## Appendix: Channel radius versus hole radius in a hemi-cylindrical cell

**Model.** The dielectric shells lie between $r_0=R$ (channel surface) and the gate, with relative permittivities $\varepsilon_i$ for $r_{i-1}<r<r_i$. Gauss's law keeps $\varepsilon(r)E(r)\,r$ constant between charges. Let $V=V_G-V_{FB}-\psi_s$ be the stack voltage. Integrating $E$ across a neutral stack gives the field magnitudes

$$E(R)=\frac{V}{t_{\rm eff}},\quad t_{\rm eff}=R\sum_i\frac{\varepsilon_1}{\varepsilon_i}\ln\frac{r_i}{r_{i-1}},\quad E(r)=E(R)\frac{\varepsilon_1R}{\varepsilon(r)\,r}.$$

A charge $\lambda$ per axial length, spread over an arc $\theta$ at radius $r_c$, changes the gate voltage needed for fixed channel charge by

$$\Delta V_T=-\frac{\lambda}{\theta\varepsilon_0}S_c,\qquad S_c=\int_{r_c}^{r_{\rm gate}}\frac{dr}{\varepsilon(r)\,r}.$$

Here $\theta=\pi$ for the half cylinder. For trapped electrons of areal density $N$, $\lambda=-qN\theta r_c$ and $\Delta V_T=qNr_cS_c/\varepsilon_0$.

**Illustrative inputs.** A hole of radius $r_h=28$ nm, with the gate at its wall, is lined inward with 7 nm blocking SiO$_2$, 6 nm nitride and 5 nm tunnel SiO$_2$ ($t=18$ nm). The permittivities are the typical 3.9 and 7.5, with ratio 0.52. The charge sits mid-nitride with $N=10^{13}$ cm$^{-2}$, so $qN/\varepsilon_0=1.81$ V/nm. $V=12$ V is chosen to give a typical programming field. The planar equivalent oxide thickness is 15.12 nm, with field 7.94 MV/cm.

### Wrong attempt (result incorrect)

1. Take the hole radius as the curvature radius, $R=28$ nm.
2. The interfaces lie at 28, 33, 39 and 46 nm, and $r_c=36$ nm.
3. $t_{\rm eff}=28\,(0.1643+0.0869+0.1651)=11.66$ nm.
4. $E(R)=10.3$ MV/cm, 1.30 times planar, and the blocking-oxide field at its inner edge is 7.39 MV/cm.
5. $r_cS_c=1.908$ nm gives $\Delta V_T=3.45$ V.

### Symptom

The gate ends up at 46 nm although the hole wall is at 28 nm, and the trapped charge at 36 nm lies inside the word-line metal. A limit fails too. For one dielectric and fixed $r_h$, letting $t\to r_h$ shrinks the channel to a wire, and $V/[R\ln(r_h/R)]$ diverges. The attempt gives the finite $V/(r_h\ln2)$.

### Faulty line

Line 1. The constant $\varepsilon E r$ is referred to the inner electrode, the channel surface. The hole wall is the outer electrode, so $R=r_h-t$. Lines 2 to 5 are correct arithmetic on a cell that is too flat.

### Mended calculation

$R=10$ nm puts the interfaces at 10, 15, 21 and 28 nm, and $r_c=18$ nm. The two oxide logarithms add to $\ln(15/10)+\ln(28/21)=\ln2$, so

$$t_{\rm eff}=10\,(0.6931+0.52\ln1.4)=10\,(0.6931+0.1750)=8.68\ \text{nm}.$$

Then $E(R)=13.8$ MV/cm, 1.74 times planar, and the blocking field at 21 nm is $E(R)\times10/21=6.58$ MV/cm. With $r_cS_c=1.698$ nm, $\Delta V_T=3.07$ V, stored as 5.65 electrons per nm of half-cylinder length.

These values hold at the apex of the arc and the middle of a long gate. In a uniform dielectric the slowest disturbance from a cut edge decays with angle $\phi$ as $\exp[-\pi\phi/\ln(r_h/R)]$, which is 0.008 at $\phi=\pi/2$. Disturbances from the gate ends decay over about $t/\pi\approx6$ nm.

### Size of the error

| Quantity | Wrong | Mended | Error (%) |
|---|---|---|---|
| $t_{\rm eff}$ (nm) | 11.66 | 8.68 | +34.3 |
| Tunnel field at $R$ (MV/cm) | 10.3 | 13.8 | −25.5 |
| Blocking field, inner edge (MV/cm) | 7.39 | 6.58 | +12.3 |
| $\Delta V_T$, same $N$ (V) | 3.45 | 3.07 | +12.4 |
| $\Delta V_T$, same $\lambda$ (V) | 1.73 | 3.07 | −43.8 |

The two field errors have opposite signs, so the tunnel-to-blocking field ratio drops from 2.10 to 1.39, which hides much of the benefit of curvature. To reach the mended tunnel field the attempt would demand 16.1 V instead of 12 V. Using the hole diameter of 56 nm as $R$ is worse, with $t_{\rm eff}=13.1$ nm and a tunnel-field error of −33.7 %. All numbers are the model's for the stated inputs.